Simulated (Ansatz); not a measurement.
**CH5P (SMILES C=[PH3]): the energy, rung by rung**

CH5P: 7 atoms, total charge 0, spin state singlet. As SMILES, `C=[PH3]`. Geometry: relaxed at GFN2-xTB.

```xyz
7

C    -0.2817   -1.0503    0.3483
P     0.1491    0.5299   -0.0774
H     0.4219   -1.7700   -0.0654
H    -1.3020   -1.2690    0.0398
H     0.2974    1.2962   -1.2712
H    -0.6714    1.4276    0.5752
H     1.3867    0.8357    0.4507
```

Each level gives the energy change with the C1–H3 bond stretched from 1.088 to 2.720 Å (eV). The values are calculated.

```tsv
level	kind	program	value (eV)	less FCI/STO-3G
HF/STO-3G (restricted)	Hartree–Fock	Ansatz	9.69	+4.45
SVWN5/STO-3G (restricted)	LDA	Ansatz	7.16	+1.92
PBE/STO-3G (restricted)	GGA	Ansatz	6.74	+1.50
revPBE/STO-3G (restricted)	GGA	Ansatz	6.60	+1.36
BHLYP/STO-3G (restricted)	global hybrid	Ansatz	8.33	+3.09
PBE0/STO-3G (restricted)	global hybrid	Ansatz	7.64	+2.40
r2SCAN0/STO-3G (restricted)	hybrid meta-GGA	Ansatz	7.89	+2.65
FCI/STO-3G	exact in the basis	Ansatz	5.24	0.00
```

FCI/STO-3G is exact within its basis and frozen core, so for wave-function methods in that basis the difference is their error; functionals converge differently with the basis, so for them it is only a difference. A spin-restricted reference rises too steeply as a bond breaks; here HF/STO-3G, SVWN5/STO-3G, PBE/STO-3G, revPBE/STO-3G, BHLYP/STO-3G, PBE0/STO-3G, r2SCAN0/STO-3G lie well above the multireference or unrestricted value. The first shape isn't each level's own minimum. The values span 5.24 to 9.69 eV. All rows use very small basis sets, so none should be taken for the real molecule's value.

Stretching the C–H bond costs 9.69 eV in Hartree–Fock but 5.24 eV in FCI, so correlation stabilises the stretched structure by 4.45 eV more than the starting one. Most of this is probably left–right correlation. As the σ and σ* orbitals approach degeneracy, a closed-shell determinant retains too much ionic character, which FCI removes by mixing in the configuration with σ* doubly occupied.

The functionals follow their share of exact exchange: the semilocal ones lie lowest, the hybrids higher, and Hartree–Fock highest. PBE to PBE0 is the cleanest comparison, rising from 6.74 to 7.64 eV. Semilocal exchange holes are more localised and partly mimic left–right correlation, whereas the exact exchange hole stays spread over both centres. Among the semilocal functionals, the order SVWN5, PBE, revPBE matches the usual reduction of overbinding by gradient corrections.

With only two points on the curve and no relaxation of the remaining fragment, these energies do not establish a C–H dissociation energy or show how the ylide's C–P bonding affects it.
